# Local density of states from the diagonal Green function, with Cu d and O p weights in a CuO$_2$ plane

## 1. Premises and conventions

**P1.** Electrons are independent and move in a Hermitian one-electron Hamiltonian $H$ with lattice periodicity. The crystal has $N$ cells and periodic boundary conditions, so $\mathbf k$ takes $N$ values in the Brillouin zone.

**P2.** The Bloch states obey $H|n\mathbf k\rangle=E_{n\mathbf k}|n\mathbf k\rangle$ with real $E_{n\mathbf k}$. They are normalised over the whole crystal and complete: $\langle n\mathbf k|n'\mathbf k'\rangle=\delta_{nn'}\delta_{\mathbf{kk}'}$ and $\sum_{n\mathbf k}|n\mathbf k\rangle\langle n\mathbf k|=1$.

**P3.** $|a\rangle$ is a vector of the space on which $H$ acts, with $\langle a|a\rangle=1$.

All densities are per spin direction. Energies are electron energies in eV. The resolvent is $G(z)=(z-H)^{-1}$ for complex $z$ off the spectrum, and $G_{aa}(z)=\langle a|G(z)|a\rangle$. The local (orbital-projected) density of states is defined by

$$n_a(E)=\sum_{n\mathbf k}|\langle a|n\mathbf k\rangle|^2\,\delta(E-E_{n\mathbf k}).\tag{1}$$

It is the probability density for finding the energy $E$ in the state $|a\rangle$.

## 2. The Green-function formula

**Step 1, spectral form.** Since $(z-H)|n\mathbf k\rangle=(z-E_{n\mathbf k})|n\mathbf k\rangle$ and $z\neq E_{n\mathbf k}$, one has $G(z)|n\mathbf k\rangle=(z-E_{n\mathbf k})^{-1}|n\mathbf k\rangle$. Inserting completeness (P2) to the right of $G$ gives

$$G_{aa}(z)=\sum_{n\mathbf k}\frac{|\langle a|n\mathbf k\rangle|^2}{z-E_{n\mathbf k}}=\int\frac{n_a(E')}{z-E'}\,dE'.\tag{2}$$

The second form follows by inserting (1) and integrating over the delta functions. The numerators are real because the element is diagonal. An off-diagonal element has numerators $\langle a|n\mathbf k\rangle\langle n\mathbf k|b\rangle$, in general complex, and the next step would fail for it.

**Step 2, imaginary part.** Put $z=E+i\eta$ with $\eta>0$. Multiplying numerator and denominator by the complex conjugate of the denominator,

$$-\frac1\pi\,\mathrm{Im}\,\frac{1}{E-E'+i\eta}=\frac{\eta/\pi}{(E-E')^2+\eta^2}\equiv L_\eta(E-E').$$

With real numerators, (2) yields

$$-\frac1\pi\,\mathrm{Im}\,G_{aa}(E+i\eta)=\int L_\eta(E-E')\,n_a(E')\,dE'.\tag{3}$$

**Step 3, the limit.** The Lorentzian tends to the delta function. For a bounded continuous $f$, the substitution $x=\eta u$ gives $\int L_\eta(x)f(x)\,dx=\pi^{-1}\int f(\eta u)(1+u^2)^{-1}du$. The integrand tends pointwise to $f(0)/(1+u^2)$ and is dominated by $\sup|f|/(1+u^2)$, whose integral is finite, so the limit may be taken inside. As $\int(1+u^2)^{-1}du=\pi$, the result is $f(0)$. Applying this to each term of (3),

$$\boxed{\,n_a(E)=-\frac1\pi\lim_{\eta\to0^+}\mathrm{Im}\,\langle a|(E+i\eta-H)^{-1}|a\rangle\,}\tag{4}$$

as an identity between distributions, that is, after integration against a test function. Because $G_{aa}(z^*)=G_{aa}(z)^*$ by (2), approach from below the axis reverses the sign.

**Step 4, Bloch form.** Let $|\alpha\mathbf R\rangle$ be orthonormal orbitals centred at $\mathbf R+\boldsymbol\tau_\alpha$. Define $|\alpha\mathbf k\rangle=N^{-1/2}\sum_{\mathbf R}e^{i\mathbf k\cdot(\mathbf R+\boldsymbol\tau_\alpha)}|\alpha\mathbf R\rangle$ and expand $|n\mathbf k\rangle=\sum_\alpha c_{\alpha n}(\mathbf k)|\alpha\mathbf k\rangle$, where $c_n$ is a normalised eigenvector of the matrix $H_{\alpha\beta}(\mathbf k)=\langle\alpha\mathbf k|H|\beta\mathbf k\rangle$. Then $|\langle\alpha\mathbf R|n\mathbf k\rangle|^2=|c_{\alpha n}(\mathbf k)|^2/N$, independent of $\mathbf R$ and of the phase given to any orbital, and

$$n_\alpha(E)=\Big\langle\sum_n|c_{\alpha n}|^2\delta(E-E_{n\mathbf k})\Big\rangle_{\mathbf k},\qquad G_{\alpha\alpha}(z)=\big\langle[(z-H(\mathbf k))^{-1}]_{\alpha\alpha}\big\rangle_{\mathbf k},\tag{5}$$

where $\langle\cdot\rangle_{\mathbf k}=N^{-1}\sum_{\mathbf k}$ becomes the average over the zone as $N\to\infty$. For finite $N$, (4) is a comb of delta functions. A density that is a function of $E$ requires $N\to\infty$ first and $\eta\to0^+$ afterwards; (4) then holds pointwise wherever $n_a$ is continuous. A delta function of weight $W$ at $E_0$ that survives the limit is extracted from (2) by $W=\lim_{\eta\to0^+}i\eta\,G_{aa}(E_0+i\eta)$, since $i\eta/(E_0+i\eta-E')$ is bounded by 1 in modulus, equals 1 at $E'=E_0$ and tends to 0 elsewhere.

## 3. General properties

**(i) Positivity.** Every term of (1) is a squared modulus times a delta function, so $n_a\ge0$. For $\eta>0$ the right side of (3) is strictly positive, because $L_\eta>0$ and the weights cannot all vanish. Hence $\mathrm{Im}\,G_{aa}<0$ throughout the upper half plane, where $G_{aa}$ is analytic and has no zeros.

**(ii) Normalisation.** $\int n_a\,dE=\sum_{n\mathbf k}\langle a|n\mathbf k\rangle\langle n\mathbf k|a\rangle=\langle a|a\rangle=1$ by P2 and P3. The sum must include all bands. Restricted to a set of bands with projector $P$, the integral is $\langle a|P|a\rangle\le1$, the weight of the orbital in those bands.

**(iii) Sum over a basis.** If $\{|a\rangle\}$ is orthonormal and complete, $\sum_a|\langle a|n\mathbf k\rangle|^2=\langle n\mathbf k|n\mathbf k\rangle=1$, so

$$\sum_a n_a(E)=\sum_{n\mathbf k}\delta(E-E_{n\mathbf k})=-\frac1\pi\mathrm{Im\,Tr}\,G(E+i0).$$

This is the density of states of the whole crystal. The sum over the orbitals of one cell gives the density per cell, $g(E)=N^{-1}\sum_{n\mathbf k}\delta(E-E_{n\mathbf k})$, by (5). The total is independent of the basis; the separate $n_a$ are not.

**(iv) Moments and large $z$.** From (1) and P2,

$$\mu_m\equiv\int E^m n_a(E)\,dE=\sum_{n\mathbf k}\langle a|n\mathbf k\rangle E_{n\mathbf k}^m\langle n\mathbf k|a\rangle=\langle a|H^m|a\rangle.\tag{6}$$

The algebraic identity $\dfrac1{z-E}=\dfrac1z+\dfrac{E}{z^2}+\dfrac{E^2}{z^2(z-E)}$, inserted in (2), gives

$$G_{aa}(z)=\frac1z+\frac{\langle a|H|a\rangle}{z^2}+r(z),\qquad r(z)=\frac1{z^2}\int\frac{E^2n_a(E)}{z-E}\,dE.\tag{7}$$

As $|z-E|\ge|\mathrm{Im}\,z|$ and $n_a\ge0$, $|r|\le\mu_2/(|z|^2|\mathrm{Im}\,z|)$. Along any ray off the real axis the remainder is therefore $O(|z|^{-3})$, provided $\mu_2=\|H|a\rangle\|^2$ is finite. For bounded $H$, as in tight binding, the geometric series $G_{aa}=\sum_{m\ge0}\mu_m/z^{m+1}$ converges for all $|z|>\|H\|$, real $z$ included.

**(v) Locality.** Inserting the orthonormal basis between the factors of $H^m$ writes $\mu_m=\sum H_{ab}H_{bc}\cdots H_{ya}$ as a sum over closed paths of $m$ steps from $a$, a diagonal element counting as a step in place. In particular the centre of gravity of $n_a$ is $H_{aa}$ and its variance is $\mu_2-\mu_1^2=\sum_{b\ne a}|H_{ab}|^2$. With hopping of finite range, $\mu_m$ involves only orbitals within $m/2$ hops. Equations (2) to (4), (6) and (7) used completeness but not periodicity, so they hold for surfaces, defects and disordered solids once $n\mathbf k$ is replaced by any label of the eigenstates.

## 4. The three-orbital CuO$_2$ plane

**Model.** The square cell of side $a$ holds Cu $d_{x^2-y^2}$ at the origin, O $p_x$ at $(a/2,0)$ and O $p_y$ at $(0,a/2)$, taken as orthonormal. On-site energies are $\varepsilon_d=0$ and $\varepsilon_p=-\Delta$. The lobe signs of the orbitals fix the signs of the hoppings, with $t,t_{pp}>0$: $\langle d|H|p_x\rangle=\pm t$ for O at $(\pm a/2,0)$, $\langle d|H|p_y\rangle=\mp t$ for O at $(0,\pm a/2)$, and $\langle p_x|H|p_y\rangle=t_{pp}\,\mathrm{sgn}(\delta_x\delta_y)$ for the four separations $\boldsymbol\delta=(\pm a/2,\pm a/2)$.

**Bloch matrix.** With $s_x=\sin(k_xa/2)$ and $s_y=\sin(k_ya/2)$, the sums over neighbours are $H_{dx}=t(e^{ik_xa/2}-e^{-ik_xa/2})=2its_x$, $H_{dy}=-2its_y$, and $H_{xy}=2t_{pp}[\cos\frac{(k_x+k_y)a}2-\cos\frac{(k_x-k_y)a}2]=-4t_{pp}s_xs_y$. Multiplying both oxygen Bloch sums by $-i$, which leaves (5) unchanged, makes the matrix real:

$$H(\mathbf k)=\begin{pmatrix}0&2ts_x&-2ts_y\\2ts_x&-\Delta&-4t_{pp}s_xs_y\\-2ts_y&-4t_{pp}s_xs_y&-\Delta\end{pmatrix}.\tag{8}$$

The case $t_{pp}=0$ is solved first; the size of the $t_{pp}$ effect is found in Section 6.

**Resolvent for $t_{pp}=0$.** Let $\lambda=4t^2(s_x^2+s_y^2)$ and $Q(z)=z(z+\Delta)-\lambda$. Expansion along the first row gives $\det(z-H)=(z+\Delta)Q$. The $dd$ cofactor is $(z+\Delta)^2$. The trace of the resolvent is the logarithmic derivative of the determinant, $(2z+\Delta)/Q+1/(z+\Delta)$. Subtracting the $dd$ element from it,

$$G_{dd}(\mathbf k,z)=\frac{z+\Delta}{Q},\qquad G_{xx}+G_{yy}=\frac{z}{Q}+\frac1{z+\Delta}.\tag{9}$$

**Bands and weights.** The poles are the non-bonding level $E_0=-\Delta$ and $E_\pm=-\Delta/2\pm\sqrt{\Delta^2/4+\lambda}$. By the spectral form at fixed $\mathbf k$ the residues are the weights $|c_{\alpha n}|^2$. With $Q'(z)=2z+\Delta$,

$$w_d=\frac{E+\Delta}{2E+\Delta},\qquad w_p=\frac{E}{2E+\Delta},\qquad E=E_\pm,\tag{10}$$

where $w_p$ counts both oxygens and $w_d+w_p=1$. The weights depend on $\mathbf k$ only through the energy. In the antibonding band $E_+\ge0$, so for $\Delta>0$ one has $w_d>1/2$, with $w_d=1$ at $\mathbf k=0$ and a monotonic fall as $E$ rises. The flat band has residue 1 in the oxygen sum and none on Cu.

**Zone average.** Since $s_x^2+s_y^2=1-\frac12(\cos k_xa+\cos k_ya)$, one has $\lambda=4t^2(1+x)$ with $x=-\cos u\cos v$, $u=(k_x+k_y)a/2$, $v=(k_x-k_y)a/2$. The zone average equals the average over independent uniform $u$ and $v$. The shift $u\to u+\pi$ shows that the density $p(x)$ is even, and for $|x|$ it suffices to take $u,v\in[0,\pi/2]$. For $0<x<1$ the $v$ integral of $\delta(x-\cos u\cos v)$ is $1/(\cos u\sin v)=(\cos^2u-x^2)^{-1/2}$, present for $\cos u>x$, so

$$2p(x)=\frac4{\pi^2}\int_0^{\arccos x}\frac{du}{\sqrt{\cos^2u-x^2}}.$$

The substitution $\sin u=\sqrt{1-x^2}\sin\theta$ gives $\cos^2u-x^2=(1-x^2)\cos^2\theta$ and $du=\sqrt{1-x^2}\cos\theta\,d\theta/\cos u$. The integral becomes $K(m)=\int_0^{\pi/2}(1-m\sin^2\theta)^{-1/2}d\theta$ with parameter $m=1-x^2$. The density of the variable $\zeta=4t^2x$ is therefore

$$\rho(\zeta)=\frac{1}{2\pi^2t^2}K\!\Big(1-\frac{\zeta^2}{16t^4}\Big),\quad|\zeta|\le4t^2,$$

and zero outside. On either dispersive band $\zeta=\zeta(E)=E(E+\Delta)-4t^2$, so the band density per cell is $\rho\,|d\zeta/dE|=|2E+\Delta|\,\rho$. Multiplying by (10), as (5) prescribes,

$$\boxed{n_d(E)=|E+\Delta|\,\rho(\zeta(E)),\qquad n_p(E)=|E|\,\rho(\zeta(E))+\delta(E+\Delta)}\tag{11}$$

with $n_p=n_x+n_y$, and $n_x=n_y=n_p/2$ by the symmetry that exchanges the axes.

**The general properties in the model.** Both densities are non-negative. On both bands $E$ and $E+\Delta$ have the same sign, so $|E|+|E+\Delta|=|2E+\Delta|$ and $n_d+n_p=g$. At each $\mathbf k$, $E_++E_-=-\Delta$ gives $w_d(E_-)=w_p(E_+)$, so $w_d(E_+)+w_d(E_-)=1$ and $\int n_d\,dE=1$. At large $z$, $G_{dd}=[z-\lambda/(z+\Delta)]^{-1}=z^{-1}+\lambda z^{-3}-\lambda\Delta z^{-4}+\dots$, and $\langle\lambda\rangle_{\mathbf k}=4t^2$. Thus $\mu_1=0=\varepsilon_d$, $\mu_2=4t^2$ (four O neighbours) and $\mu_3=-4t^2\Delta$ (hop to O, one step in place, hop back), as path counting requires.

## 5. Numerical illustration

Inputs are values typical of three-orbital models of cuprate planes: $t=1.3$ eV and $\Delta=3.6$ eV, with $t_{pp}=0$. All results are those of the model. Then $4t^2=6.76$ eV$^2$.

**Band edges.** The antibonding band runs from $0$ at $\mathbf k=0$ to $E_{\rm top}=-1.8+\sqrt{3.24+13.52}=2.294$ eV at $M=(\pi,\pi)/a$, where $\lambda=8t^2$. The bonding band runs from $-3.6$ to $-5.894$ eV.

**Fermi level.** The configuration Cu $d^9$, O $p^6$ puts five electrons per cell into the three orbitals. The bonding and non-bonding bands take four, so the antibonding band is half full. As $\rho$ is even, this means $\zeta=0$ and $E_F=-1.8+\sqrt{3.24+6.76}=1.362$ eV. The point $X=(\pi,0)/a$ lies on this contour, and $K\simeq\ln(4/|x|)$ makes both local densities diverge logarithmically there. Their ratio stays finite: $w_d(E_F)=0.785$ and $w_p(E_F)=0.215$.

**Local densities** from (10) and (11), with $\rho$ in eV$^{-2}$ and $n$ in states per eV, cell and spin. At the edges $m=0$, $K=\pi/2$ and $\rho=1/(4\pi t^2)$.

| $E$ (eV) | $\rho$ | $n_d$ | $n_p$ | $w_d$ |
|---|---|---|---|---|
| $0^+$ | 0.0471 | 0.170 | 0 | 1 |
| 1.0 | 0.0770 | 0.354 | 0.077 | 0.821 |
| 1.6 | 0.0863 | 0.449 | 0.138 | 0.765 |
| 2.0 | 0.0575 | 0.322 | 0.115 | 0.737 |
| $E_{\rm top}^-$ | 0.0471 | 0.278 | 0.108 | 0.720 |

**Integrated weights.** On the antibonding band $2E+\Delta=\sqrt{\Delta^2+16t^2(1+x)}$, so (10) reads $w_d=\frac12+\frac12\Delta[\Delta^2+16t^2(1+x)]^{-1/2}$. Averaging over $p(x)$ on $[-1,1]$ gives a Cu weight of 0.800 in the antibonding band and 0.200 in the bonding band, which add to 1. Each oxygen has half of the complementary weights: 0.100 in the antibonding band, 0.400 in the bonding band and $1/2$ in the flat band, again a total of 1.

The empty half of the antibonding band holds one hole per cell when both spins are counted. Its share on Cu is

$$h_d=2\int_{E_F}^{E_{\rm top}}n_d\,dE=2\int_0^1p(x)\,w_d(x)\,dx=0.754,$$

and the oxygens carry $h_p=1-h_d=0.246$, or 0.123 each.

**Moments.** For Cu, $\mu_1=0$, the root-mean-square width is $2t=2.6$ eV and $\mu_3=-24.3$ eV$^3$. The centre of gravity stays at $\varepsilon_d$ although four fifths of the weight lie above it, because the remaining fifth lies far below. For one oxygen, $\mu_1=-\Delta$ and $\mu_2=\Delta^2+2t^2=16.34$ eV$^2$, from its two Cu neighbours.

## 6. Range of validity

**The theorem.** Equations (2) to (7) are exact under P1 to P3, periodicity being dispensable. The limits are these.

- *Orthonormality.* Property (iii) needs an orthonormal basis. With an overlap matrix $S$, the partition $\mathrm{Re}[c_a^*(Sc)_a]$ still sums to 1 over $a$, but it is not a squared modulus and can be negative. Orthogonalised orbitals restore positivity, and the weights then refer to those orbitals.
- *Choice of orbitals.* A weight belongs to a stated orbital. A one-band Wannier function built from the antibonding band alone has weight 1 in it by construction.
- *Normalisability.* For a position state, $n(\mathbf r,E)=\sum|\psi_{n\mathbf k}(\mathbf r)|^2\delta(E-E_{n\mathbf k})$ obeys (4) and positivity, but its energy integral diverges and the expansion (7) does not apply.
- *Finite broadening.* At finite $\eta$, (3) keeps positivity and unit area, but the tails $\eta/(\pi E^2)$ fill gaps and make the second moment diverge. Moments must be taken from (6), not from a Lorentz-broadened curve.
- *Interactions.* For interacting electrons the right side of (4), formed with the retarded many-body Green function, defines a spectral function that is still non-negative and of unit area. The sum over Bloch states (1) no longer represents it.

**The term $t_{pp}$.** A typical value is $0.65$ eV. By path counting it leaves $\mu_1$ and $\mu_2$ of Cu unchanged. It enters $\mu_3$ through triangles Cu–O–O–Cu: from (8), $(H^3)_{dd}=-\Delta\lambda+32t^2t_{pp}s_x^2s_y^2$, and $\langle s_x^2s_y^2\rangle_{\mathbf k}=1/4$ gives $\mu_3=-4t^2\Delta+8t^2t_{pp}=-24.3+8.8=-15.5$ eV$^3$, a change by the fraction $2t_{pp}/\Delta=0.36$. At $X$, $s_y=0$, so $E=1.362$ eV and $w_d=0.785$ are untouched. On the diagonal $s_x=s_y=s$ only $(p_x-p_y)/\sqrt2$ couples to $d$, with strength $2\sqrt2\,ts$ and energy $-\Delta+4t_{pp}s^2$. Equation (10) then holds with $\Delta\to\Delta_s=\Delta-4t_{pp}s^2$ and $E(E+\Delta_s)=8t^2s^2$. At $M$, $\Delta_s=1.0$ eV, the band top rises to 3.21 eV and $w_d$ falls from 0.72 to 0.57. At the energy $E$ of the $X$ point, $s^2=E(E+\Delta)/(8t^2+4t_{pp}E)=0.396$, $\Delta_s=2.57$ eV and $w_d=0.74$, so the weight now varies along the contour. The third figure in Section 5 is therefore a property of the $t_{pp}=0$ model only; oxygen–oxygen hopping lowers the Cu weight at these points by 0.04 on the diagonal at that energy and by 0.15 at the band top. It also gives the flat band a dispersion and removes the delta function in (11).

**The Coulomb repulsion on Cu.** Premise P1 is the weakest one in this setting. A typical on-site repulsion is $U_d\approx10$ eV, several times the width of the band. Even its mean-field part, a shift $U_dh_d/2\approx3.8$ eV of the Cu hole level towards the oxygen level, is as large as $\Delta$. The $\Delta$ of an independent-electron model is thus an effective parameter, and as $\Delta\to0$ equation (10) gives $w_d\to1/2$. As typical knowledge, the model misses real planes qualitatively at the Fermi level: undoped cuprate planes are insulators with a charge-transfer gap of roughly 1.5 to 2 eV where the model has a divergent density of states, and doped holes go mainly onto oxygen, whereas the model places only the fraction $w_p(E_F)$, about one fifth, of an added hole there. The model's statement is limited to covalent mixing in a one-electron band: for the stated inputs about three quarters of the hole of the half-filled antibonding band sits on Cu $d_{x^2-y^2}$ and about one eighth on each O $p_\sigma$ orbital.